\section*{The parabolic assumption behind the anisotropic masses of phosphorene}

\subsection*{The model and its band-edge result}

Take $x$ along the armchair and $y$ along the zigzag direction of monolayer phosphorene, and measure energy from the conduction-band edge at $\Gamma$. There is one valley, spin--orbit coupling is neglected, and the spin degeneracy is 2. The two-band Hamiltonian is
\begin{equation}
H=\begin{pmatrix}\eta_c k_x^2+\nu_c k_y^2 & \gamma k_x\\ \gamma k_x & -E_g-\eta_v k_x^2-\nu_v k_y^2\end{pmatrix}.
\label{H}
\end{equation}
The two band-edge states have opposite parity under $x\to-x$ and equal parity under $y\to-y$, so the coupling is odd in $k_x$ and even in $k_y$. Its constant phase has been absorbed into the basis. Let $D=E_g+\eta_s k_x^2+\nu_s k_y^2$ be the difference of the diagonal elements, with $\eta_s=\eta_c+\eta_v$ and $\nu_s=\nu_c+\nu_v$. The upper eigenvalue is
\begin{equation}
\varepsilon=\eta_c k_x^2+\nu_c k_y^2+\tfrac12\left(\sqrt{D^2+4\gamma^2k_x^2}-D\right).
\label{exact}
\end{equation}
To order $k^2$ this is $\varepsilon=Ak_x^2+Bk_y^2$ with $A=\eta_c+\gamma^2/E_g$ and $B=\nu_c$, so that
\begin{equation}
m_x=\frac{\hbar^2}{2(\eta_c+\gamma^2/E_g)},\qquad m_y=\frac{\hbar^2}{2\nu_c}.
\end{equation}
For this elliptic band the density-of-states mass and the cyclotron mass both equal $\sqrt{m_xm_y}$, and a relaxation time $\tau$ that depends at most on energy gives $\sigma_x/\sigma_y=m_y/m_x$.

\textbf{Predict.} Two separate simplifications of Eq.~(\ref{exact}) were made in stopping at $k^2$. Name both before reading on.

The square root was cut after its first term, $\gamma^2k_x^2/D$, and $D$ was then replaced by $E_g$. Together they form the parabolic assumption, $\gamma^2k_x^2\ll E_g^2$ and $D-E_g\ll E_g$.

\subsection*{The quartic terms}

One more term of the root gives $\gamma^2k_x^2/D-\gamma^4k_x^4/D^3$, and $1/D\approx 1/E_g-(\eta_sk_x^2+\nu_sk_y^2)/E_g^2$.

\textbf{Predict.} Which of $k_x^4$, $k_x^2k_y^2$ and $k_y^4$ appear, and with what sign?

Write $X=Ak_x^2$, $Y=Bk_y^2$ and
\begin{equation}
\varepsilon=X+Y-pX^2-qXY-rY^2 .
\label{quartic}
\end{equation}
Collecting terms,
\begin{equation}
p=\frac{\gamma^2}{E_g^2A^2}\left(\eta_s+\frac{\gamma^2}{E_g}\right),\qquad
q=\frac{\gamma^2\nu_s}{E_g^2AB},\qquad r=0 .
\label{pq}
\end{equation}
On the line $k_x=0$ the bands decouple and the zigzag dispersion stays parabolic. The cross term is easy to overlook: moving along $k_y$ widens the local gap, which weakens the repulsion that made $m_x$ light. We carry $r$ as a symbol because it is needed later.

\subsection*{Density of states and cyclotron mass}

Let $S(\varepsilon)$ be the $k$-space area inside the contour of energy $\varepsilon$. The density is $n=2S/(2\pi)^2$, the density of states is $dn/d\varepsilon$, and the semiclassical cyclotron mass is $m_c=(\hbar^2/2\pi)\,dS/d\varepsilon$.

\textbf{Predict.} Does the equality of the two masses survive the quartic terms?

It does. Both come from $dS/d\varepsilon$, so $dn/d\varepsilon=m_c/\pi\hbar^2$ for any single closed contour. Only the common value changes. Set $X=\rho^2\cos^2\phi$ and $Y=\rho^2\sin^2\phi$. Equation~(\ref{quartic}) becomes $\varepsilon=\rho^2-w(\phi)\rho^4$ with $w=p\cos^4\phi+q\cos^2\phi\sin^2\phi+r\sin^4\phi$, and to first order $\rho^2=\varepsilon+w\varepsilon^2$. The angular averages $3/8$, $1/8$ and $3/8$ give
\begin{equation}
S=\frac{1}{\sqrt{AB}}\int_0^{2\pi}\frac{\rho^2}{2}\,d\phi=\frac{\pi}{\sqrt{AB}}\left(\varepsilon+\bar w\varepsilon^2\right),\qquad \bar w=\frac{3p+q+3r}{8},
\end{equation}
\begin{equation}
m_c(\varepsilon)=\sqrt{m_xm_y}\,\left(1+2\bar w\,\varepsilon\right).
\label{mc}
\end{equation}

\subsection*{Conductivity}

In the relaxation-time approximation with constant $\tau$, and with $f$ the Fermi function, an integration by parts turns the usual velocity form into an average of the curvature over the occupied states:
\begin{equation}
\sigma_i=2e^2\tau\int\frac{d^2k}{(2\pi)^2}\left(-\frac{\partial f}{\partial\varepsilon}\right)v_i^2
=\frac{2e^2\tau}{\hbar^2}\int\frac{d^2k}{(2\pi)^2}\,f\,\frac{\partial^2\varepsilon}{\partial k_i^2}.
\end{equation}
At $T=0$ the same holds for $\tau(\varepsilon)$, with $\tau$ taken at the Fermi energy. From Eq.~(\ref{quartic}),
\begin{equation}
\frac{\partial^2\varepsilon}{\partial k_x^2}=2A\,(1-6pX-qY),\qquad
\frac{\partial^2\varepsilon}{\partial k_y^2}=2B\,(1-6rY-qX).
\end{equation}
To first order the averages of $X$ and $Y$ may be taken in the parabolic band, where each is half the mean carrier energy $\langle\varepsilon\rangle$. At given $n$,
\begin{equation}
\sigma_x=\frac{ne^2\tau}{m_x}\left[1-\frac{6p+q}{2}\langle\varepsilon\rangle\right],\qquad
\sigma_y=\frac{ne^2\tau}{m_y}\left[1-\frac{6r+q}{2}\langle\varepsilon\rangle\right].
\end{equation}

\textbf{Predict.} Which quartic coefficient drops out of the ratio?

\begin{equation}
\frac{\sigma_x}{\sigma_y}=\frac{m_y}{m_x}\left[1-3(p-r)\langle\varepsilon\rangle\right].
\label{ratio}
\end{equation}
The cross term lowers both conductivities by the same fraction and cancels. The mean energy is $\varepsilon_F/2$ for a degenerate gas and $k_BT$ for a classical one.

The angular law needs no correction. The rectangular symmetry keeps the tensor diagonal in $x$ and $y$, so for a field at angle $\theta$ to armchair the current component along the field is governed by $\sigma(\theta)=\sigma_x\cos^2\theta+\sigma_y\sin^2\theta$, whatever the band shape. In a long narrow channel the direction of the current is fixed instead, and the same law applies to the resistivities $1/\sigma_x$ and $1/\sigma_y$.

\subsection*{Size for monolayer electrons}

The inputs are approximate and were chosen to reproduce a typical quasiparticle gap and typical band-edge masses: $E_g=2.0$~eV, $\gamma=6.0$~eV\,\AA, and $\eta_c=4.5$, $\eta_v=3.4$, $\nu_c=4.8$, $\nu_v=2.8$~eV\,\AA$^2$. With $\hbar^2/2m_0=3.81$~eV\,\AA$^2$ and $\gamma^2/E_g=18.0$~eV\,\AA$^2$, one finds $A=22.5$~eV\,\AA$^2$, $m_x=0.169\,m_0$, $m_y=0.794\,m_0$, $\sqrt{m_xm_y}=0.367\,m_0$ and $m_y/m_x=4.69$. Equation~(\ref{pq}) gives $p=0.46$ and $q=0.63$~eV$^{-1}$, hence $\bar w=0.25$~eV$^{-1}$.

Take a gated channel with $n=10^{13}$~cm$^{-2}=10^{-3}$~\AA$^{-2}$. The parabolic Fermi energy at $T=0$ is $\varepsilon_F=2\pi\sqrt{AB}\,n=65$~meV. The contour reaches $k_x=0.054$~\AA$^{-1}$, where $(\gamma k_x/E_g)^2=0.026$.

\textbf{Predict.} From $p\,\varepsilon_F=0.030$, guess the change of the conductivity ratio.

At $T=0$ the model's first-order changes are
\begin{equation}
\frac{\delta m_c}{m_c}=+3.3\%,\quad \frac{\delta\sigma_x}{\sigma_x}=-5.5\%,\quad \frac{\delta\sigma_y}{\sigma_y}=-1.0\%,\quad \frac{\delta(\sigma_x/\sigma_y)}{\sigma_x/\sigma_y}=-4.5\%.
\end{equation}
The ratio falls from 4.7 to 4.5. The second digits are not firm. At fixed $n$ the Fermi energy itself drops to 64~meV, and integrating around the full contour of Eq.~(\ref{exact}) at the same density gives a reduction of 4.2\% in place of 4.5\%.

Temperature raises the correction. At 300~K, $k_BT=25.9$~meV, and a dilute classical gas with constant $\tau$ already shows $3pk_BT=3.6\%$. At $10^{13}$~cm$^{-2}$ the reduced chemical potential follows from $\ln(1+e^{\xi})=\varepsilon_F/k_BT=2.53$, so $\xi=2.44$. The mean energy is $k_BT\,F_1(\xi)/F_0(\xi)=46$~meV, where $F_j(\xi)=\int_0^\infty u^j\,du/(e^{u-\xi}+1)$ for $j=0,1$. Equation~(\ref{ratio}) then gives a reduction of about 6\%, to a ratio of 4.4.

\subsection*{What else enters at fourth order}

\textbf{Predict.} Equation~(\ref{H}) is itself a truncation in $k$. Are Eqs.~(\ref{pq}) then complete at order $k^4$?

They are not. Symmetry also allows $k_x^3$ and $k_xk_y^2$ in the coupling and quartic terms on the diagonal. An estimate of their size comes from giving the terms a nearest-neighbour lattice form,
\begin{equation}
\gamma k_x\to\gamma\,\frac{\sin k_xa_x}{a_x}\cos k_ya_y,\qquad \nu_ck_y^2\to\frac{2\nu_c(1-\cos k_ya_y)}{a_y^2},
\end{equation}
with half the typical lattice constants, $a_x=2.3$~\AA\ and $a_y=1.65$~\AA. The squared coupling becomes $\gamma^2k_x^2(1-k_x^2a_x^2/3-k_y^2a_y^2)$, so
\begin{equation}
\delta p=\frac{\gamma^2a_x^2}{3E_gA^2}=0.06,\qquad
\delta q=\frac{\gamma^2a_y^2}{E_gAB}=0.45,\qquad
\delta r=\frac{a_y^2}{12\nu_c}=0.05\quad(\text{eV}^{-1}).
\end{equation}
The change in $q$ rivals $q$ itself. At $T=0$ it helps move the mass correction from 3.3\% to 4.6\% and the reduction of $\sigma_y$ from 1.0\% to 2.2\%, so the two-band values of these two are good only in sign and rough size. The ratio is better protected. It does not contain $q$, while $\delta p$ is 14\% of $p$ and $\delta r$ is smaller and acts the other way. The first-order reduction goes from 4.5\% to 4.7\%.

A second uncertainty lies in the inputs. The mass $m_x$ fixes $A$ but not the share $s=\gamma^2/E_gA$ that comes from the interband coupling, here $s=0.80$. For $\eta_v=\eta_c=(1-s)A$, Eq.~(\ref{pq}) reduces to $p=s(2-s)/E_g$, which cannot exceed $1/E_g=0.50$~eV$^{-1}$. A parameter set with the same masses and $s=0.2$ would give $p=0.18$~eV$^{-1}$ and a reduction of only 1.8\%. The present choice keeps $\eta_c$ close to the free-electron term $\hbar^2/2m_0$, as expected when the remote bands contribute little along armchair, and it puts $p$ near the bound.

Within the model, then, dropping parabolicity at $10^{13}$~cm$^{-2}$ makes the cyclotron and density-of-states mass 3 to 5\% heavier and lowers $\sigma_x/\sigma_y$ by 4 to 6\% between $T=0$ and room temperature. The ratio near 4.5 belongs to the model with an isotropic $\tau$. Treatments of monolayer electrons with direction-dependent phonon or impurity scattering typically give ratios of roughly 2 to 4, so the model value is likely high by up to a factor of two, and the isotropy of $\tau$ limits the conductivity ratio more than the parabolic band does.